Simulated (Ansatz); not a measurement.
# A series in volume scale on Ir

Results calculated with Ansatz 0.2.0, not measured. Free energy against uniform scaling of the volume at fixed shape and fractions; periodic cell, basis, potentials, k mesh and filling as listed.

The cell before it is scaled or strained (space group P6_3/mmc, No. 194):
```
CELL_PARAMETERS angstrom
2.75140 0.00000 0.00000
-1.37570 2.38280 0.00000
0.00000 0.00000 4.46230
ATOMIC_POSITIONS crystal
Ir 0.66667 0.33333 0.75000
Ir 0.33333 0.66667 0.25000
```

Settings of every row: functional PBEsol; dispersion none; potentials PAW; wave cutoff 550 eV; density cutoff 2200 eV; k mesh 12x12x7; k shift 0x0x0; occupations fermi dirac; smearing width 0.1 eV; spin none.

Limits: coarse k mesh, up to 40 meV an atom off; no spin-orbit coupling, which can matter with elements this heavy; the cell comes from a prototype or a list of computed structures and needn't be the stable phase.

```
row  volume scale  V (Å³/atom)  energy above lowest point (meV/atom)
  1          0.92       13.457                                  39.3
  2        0.9467       13.848                                   5.2
  3        0.9733       14.237                                     0
  4             1       14.627                                  19.2
  5        1.0267       15.018                                  59.1
  6        1.0533       15.407                                     ?
  7          1.08       15.798                                 188.2
```

Question: what energy above lowest point should row 6 give?

Worked fit of energy above lowest point. Take u = (V_r/V)^(2/3) − 1 with V_r = 14.432 Å³ an atom, which is twice the finite (Eulerian) strain; such expansions in the strain, on which the Birch-Murnaghan equation of state is built, carry the rest volume and the bulk modulus. The shown rows have u = 0.04774, 0.02792, 0.00911, -0.00891, -0.02619, -0.05851. Least squares give energy above lowest point = 6.81 − 1072.6 × u + 35796 × u² + 19517 × u³ meV/atom; a parabola predicts inner rows, each left out in turn, worse (root mean square 0.92 against 0.025 meV/atom). All shown rows lie on it to the printed digit. Its lowest point lies at u = 0.0148, or V = 14.12 Å³ an atom, and the curvature there gives the bulk modulus at fixed shape and fractions, B = (4/9)(1 + u)² E″(u)/V = 381 GPa. Letting shape and atoms relax would as a rule lower it, by much in layered, chain or molecular crystals. The withheld row has u = -0.04265, so the fit gives 6.81 − 1072.6 × (-0.04265) + 35796 × (-0.04265)² + 19517 × (-0.04265)³ = 116.2 meV/atom.

The calculation gave 116.3 meV/atom. The fit lies 0.1 meV/atom (0.053 % of the column's range) below it, one unit of the last digit.
